## 5p holes in the divalent lanthanide ions

Simple charge counting offers two guesses for how the 5p level moves along the lanthanide 2+ ions. With all orbitals frozen, a proton added alone would deepen it by about 20 eV, while a proton added together with a 4f electron that lies wholly inside 5p would not move it at all. The calculation lands near the second figure, the level deepening by a little under 1 eV per element, and a rough estimate suggests that relaxation of the other shells is needed to make the shift so small. Two other sizes are worth remembering. The level shifts by 11 to 13 eV per electron removed from its own shell, and half an electron of spin imbalance splits it by only 0.5 to 0.7 eV.

Divalent lanthanide ions with 3 spin-up and 2.5 spin-down 5p electrons, computed with radks 1 and Libxc: spherical all-electron Kohn-Sham, scalar-relativistic r2SCAN, Fermi nuclear charge distribution. Other open shells are unpolarised. Energies are relative to the ion with full 5p, which the configuration and electron columns describe; the eigenvalues are those of 5p.

```csv
species,Z,electrons,configuration,nuclear rms radius (fm),energy less that of the fullest case (eV),spin up eigenvalue (eV),spin down eigenvalue (eV)
La2+,57,55,[Xe] 5d1,4.8550,19.066,-41.347,-40.832
Pr2+,59,57,[Kr] 4d10 4f3 5s2 5p6,4.8919,18.723,-40.749,-40.210
Nd2+,60,58,[Kr] 4d10 4f4 5s2 5p6,4.9123,19.185,-41.738,-41.186
Sm2+,62,60,[Kr] 4d10 4f6 5s2 5p6,5.0819,20.039,-43.574,-42.997
Eu2+,63,61,[Kr] 4d10 4f7 5s2 5p6,5.1115,20.443,-44.445,-43.856
Tb2+,65,63,[Kr] 4d10 4f9 5s2 5p6,5.0600,21.223,-46.129,-45.515
Ho2+,67,65,[Kr] 4d10 4f11 5s2 5p6,5.2022,21.982,-47.764,-47.128
Yb2+,70,68,[Kr] 4d10 4f14 5s2 5p6,5.3108,23.102,-50.175,-49.507
```

### What the energy column measures

The results are scalar-relativistic r2SCAN for spherical ions. Each row has three spin-up and 2.5 spin-down 5p electrons, while the configuration and electron columns describe the full ion. Let $\Delta E$ be the energy less that of the fullest case, that is, the cost of removing half an electron, and let $\varepsilon_\uparrow$ and $\varepsilon_\downarrow$ be the two 5p eigenvalues with the half hole present. The hole is an excited state: in full Nd2+ the same calculation puts 4f at $-13.97$ eV, far above 5p at $-35.63$ eV.

Janak's theorem ties the energy to the eigenvalue, $\partial E/\partial n=\varepsilon(n)$, with $n$ the spin-down occupation. If the level is linear in $n$ with slope $U$, then $\varepsilon(n)=\varepsilon_\downarrow+U(n-2.5)$, the full ion has $\varepsilon_{\rm full}=\varepsilon_\downarrow+U/2$, and

$$\Delta E=-\int_{2.5}^{3}\varepsilon\,dn=-\tfrac12\varepsilon_\downarrow-\tfrac18U=-\tfrac12\varepsilon_{\rm full}+\tfrac18U .$$

Each row thus yields $U=-4\varepsilon_\downarrow-8\Delta E$ by construction. The quantity $U$ is the repulsion that a 5p electron loses as its shell is emptied, after the other electrons have relaxed.

The linear assumption can be tested on Nd2+, where the full-ion level is known independently and nothing is fitted. The integral is then the interval, one half, times the mean of the end values:

$$\Delta E\approx\tfrac12\cdot\tfrac12\,(35.625+41.186)\ \text{eV}=19.203\ \text{eV}.$$

The table has 19.185 eV. The miss is 0.09% of the tabulated value but well above the rounding, so the level is slightly curved in $n$. For this row the two ways of obtaining $U$ differ by about 1%.

The formula shows what drives the trend. From Pr2+ to Yb2+ the cost rises by 4.379 eV, of which 4.110 eV comes from the deeper full-ion level and 0.269 eV from the larger $U$. Explaining the energy column therefore means explaining the depth of the level. Doubling $\Delta E$ does not give an ionisation energy: $-\varepsilon_\downarrow$ at half occupation is the Slater transition-state estimate of removing a whole electron, and $2\Delta E$ falls short of it by $U/4$, about 3 eV. Such convex curvature is typical of semilocal functionals, but the straight-line condition is proven for ground states, so $U$ of this excited hole is not a measured error.

### Why the level deepens along 4f$^n$

Each step adds a proton at the origin and an electron in 4f. Treat the electron as a thin charged shell of radius $r_f$. In atomic units the pair changes the potential energy of a 5p electron by $-1/r+1/r_f$ for $r<r_f$ and by nothing outside. Only the part of the 5p density that penetrates inside 4f feels the new proton, and it always feels a net attraction. In Nd2+ the mean radii are 1.08 bohr for 4f and 1.71 bohr for 5p, so most of 5p lies outside and most of the pull of the proton is cancelled. This incomplete screening is the standard cause of the lanthanide contraction.

The size can be stated without a fitted constant. A bare proton shifts the level to first order by $-\langle 1/r\rangle$, which for 5p in Nd2+ is 20.65 eV. The inferred full-ion level deepens by 0.826 eV per element between Pr2+ and Sm2+, and the ratio is $0.826/20.65=0.040$. Near Nd2+, then, the net shift is about 4% of the bare one. This is not the share that 4f alone leaves unscreened. The inner lobes of 5p hold little density but lie where $1/r$ is large, which is why $\langle 1/r\rangle$ far exceeds $1/\langle r\rangle$, worth only 15.9 eV. Taking the latter as a crude size for the 4f–5p repulsion leaves 4 to 5 eV with frozen orbitals, several times the actual step. If that estimate holds, most of the remainder is cancelled by relaxation, as the core, the 4f electrons already present and the 5s and 5p shells contract towards the new proton and screen it further. The remainder is a small difference between two large terms, and no frozen-orbital calculation was made to check it. Penetration thus gives the sign, while relaxation is the likely but untested reason for the small size. The growth of relativistic effects with $Z$ is also part of the step and is not separated by these data.

The simplest formula for the series is a screened hydrogenic level, $|\varepsilon_\downarrow|={\rm Ry}\,(Z_{\rm eff}/\nu)^2$, with Ry the Rydberg energy, $\nu$ an effective principal quantum number and $Z_{\rm eff}$ growing by a fixed amount per element. Fitted to the seven 4f$^n$ rows, it reproduces levels of 40 to 50 eV with an rms residual of 0.15 eV, yet it has the wrong shape. A square of a linear function has growing steps, whereas the steps in the table shrink at every interval, from 0.976 to 0.793 eV per element. A straight line does better for that reason, and letting the gain in $Z_{\rm eff}$ drift downward does better still without reaching the precision of the table. Only $Z_{\rm eff}/\nu$ is determined, so the fit fixes no screening constant; the output printed after the text gives the residuals.

The numbers show that later steps are screened more completely, but not why. In the shell picture a 4f orbital that contracts faster than 5p would enclose less 5p density, but the bare shift grows with $Z$ and works against this. A likelier source is relaxation, since each later step has more 4f electrons that contract and screen the new proton. The table tests neither. The curve passes Eu2+ without a kink, and this says nothing about the stability of a half-filled shell. The 4f electrons are held unpolarised, 3.5 of each spin, which is not the high-spin 4f$^7$ ion.

### The irregular row

La2+ has two protons fewer than Pr2+, yet its cost is 0.343 eV higher, matching the 4f series at about $Z=59.7$. Its configuration is 5d$^1$4f$^0$, so it belongs to a different series and was kept out of all fits. Extrapolating the 4f rows to a hypothetical 4f$^1$ ion at $Z=57$ puts the real spin-down level 2.1 to 2.7 eV deeper than the extrapolated one. The range reflects the polynomial degree and is not an error bar: the offset still grows with the degree, so the true value is more likely near the top of the range or a little above it.

The shell picture gives the sign. Moving the electron from 4f out to a 5d shell of larger radius $r_d$ changes the potential by the constant $-1/r_f+1/r_d$ inside $r_f$, by $-1/r+1/r_d$ between the shells, and by nothing beyond. The change is attractive wherever it acts, and it reaches the main lobe of 5p rather than only its inner part. The size comes from the extrapolation, by which one such move is worth two and a half to three steps along the series.

The other columns show that La2+ is not merely further along the same curve. Within the 4f rows, $U$ and the spin splitting $\varepsilon_\downarrow-\varepsilon_\uparrow$ grow roughly in proportion to the depth of the level. Growth is expected of the repulsion and exchange integrals of a contracting orbital, but the near proportionality is only an observation: hydrogenic scaling would give the square root of the depth. In La2+ the level is 5.5 to 7% deeper than the extrapolated value, but $U$ is less than 2% larger and the splitting agrees within the uncertainty. The argument above suggests a reason: a potential that is flat or slowly varying over the orbital shifts its energy with less change of shape per eV, unlike the steep $-1/r$ of a new proton. Screening of the hole by the diffuse 5d electron would also hold $U$ down, and this one row cannot separate the two.

### The spin splitting

Spin-up 5p is the deeper level in all rows, because exchange lowers the majority spin more. The splitting rises with $Z$ without exception, from 0.515 eV in La2+ to 0.668 eV in Yb2+, and stays near 5% of $U$, or about a tenth when both are counted per electron. Because the 4f shell is held unpolarised in every row, the splitting answers by construction to the imposed 5p imbalance and not to 4f magnetism, and it is in fact largest for the closed 4f$^{14}$ shell. It is not a spectroscopic splitting: 5p spin-orbit coupling, recalled roughly as several eV in the heavier ions, and multiplet structure are absent at this level of theory.

A 4f$^n$ ion between two rows can thus be placed by interpolation, provided its configuration has no 5d electron. What remains open is the shrinking of the steps: whether it comes from 4f drawing further inside 5p, or from the relaxation of the other shells, needs the change of potential split shell by shell along the series, not the orbital radii alone.

The analysis program printed:

```
Rounding: dE, levels 0.0005 eV; splitting 0.001; U 0.006; full-ion level 0.0025
ion   U(eV)  full level(eV)  splitting(eV)  split/U  dE/|down|  |down|-2dE(eV)
La2+  10.800   -35.432       0.515       0.0477    0.4669     2.700
Pr2+  11.056   -34.682       0.539       0.0488    0.4656     2.764
Nd2+  11.264   -35.554       0.552       0.0490    0.4658     2.816
Sm2+  11.676   -37.159       0.577       0.0494    0.4661     2.919
Eu2+  11.880   -37.916       0.589       0.0496    0.4661     2.970
Tb2+  12.276   -39.377       0.614       0.0500    0.4663     3.069
Ho2+  12.656   -40.800       0.636       0.0503    0.4664     3.164
Yb2+  13.212   -42.901       0.668       0.0506    0.4666     3.303
Nd2+ Janak trapezoid 19.203 eV, table 19.185, miss +0.018 (+0.09%)
Nd2+ full level inferred -35.554, computed -35.625, miss +0.071 eV
Nd2+ U from two levels 11.122 eV, from energy 11.264 (+1.3%)
Pr to Yb rise of dE 4.379 eV = depth 4.110 + curvature 0.269
Yb/Pr ratios: dE 1.234, down level 1.231, U 1.195, splitting 1.239
La minus Pr (eV): dE +0.343, depth +0.622, U -0.256, splitting -0.024
Intervals: Pr-Nd Nd-Sm Sm-Eu Eu-Tb Tb-Ho Ho-Yb
step of dE per Z (eV):    0.462 0.427 0.404 0.390 0.380 0.373
step of depth per Z (eV): 0.976 0.905 0.859 0.829 0.806 0.793
Bare proton shift of Nd 5p 20.65 eV; full-level slope Pr-Sm 0.826 eV/Z; unscreened share 0.040
Nd2+ U over <1/r> energy: 0.545
Depth of spin-down level, table minus model (eV), order La Pr Nd Sm Eu Tb Ho Yb (La not fitted)
constant screening: +1.988 -0.219 -0.047 +0.131 +0.162 +0.140 +0.041 -0.207 | rms 0.150, worst Pr2+
straight line: +2.143 -0.163 -0.029 +0.098 +0.115 +0.090 +0.019 -0.128 | rms 0.104, worst Pr2+
drifting screening: +2.459 -0.037 +0.021 +0.037 +0.021 -0.023 -0.044 +0.025 | rms 0.031, worst Ho2+
constant screening: d(Zeff/n)/dZ 0.0171; share 0.085 for n=5, 0.036 for n=2.13 (Nd <1/r>)
constant screening steps grow 0.804 to 0.876 eV/Z; table steps fall 0.976 to 0.793
straight line slope 0.842 eV/Z; drifting: d(Zeff/n)/dZ 0.0198 (Pr) to 0.0143 (Yb)
Exponent against depth (hydrogenic 0.5): U 0.86, splitting 1.04
dE minus cubic (eV): Pr -0.0025 Nd +0.0038 Sm +0.0006 Eu -0.0018 Tb -0.0023 Ho +0.0028 Yb -0.0006
nuclear radius step per Z (fm): +0.020 +0.085 +0.030 -0.026 +0.071 +0.036
La2+ minus 4f series extrapolated to Z=57, degree 1, 2, 3 (eV and %):
dE: +1.057 (+5.9%)  +1.221 (+6.8%)  +1.318 (+7.4%)
depth: +2.143 (+5.5%)  +2.485 (+6.5%)  +2.680 (+7.0%)
U: +0.116 (+1.1%)  +0.174 (+1.6%)  +0.173 (+1.6%)
splitting: -0.002 (-0.5%)  +0.003 (+0.6%)  +0.002 (+0.3%)
La depth offset over Nd bare shift: 0.10 to 0.13
La dE matches the 4f series at Z = 59.74
```
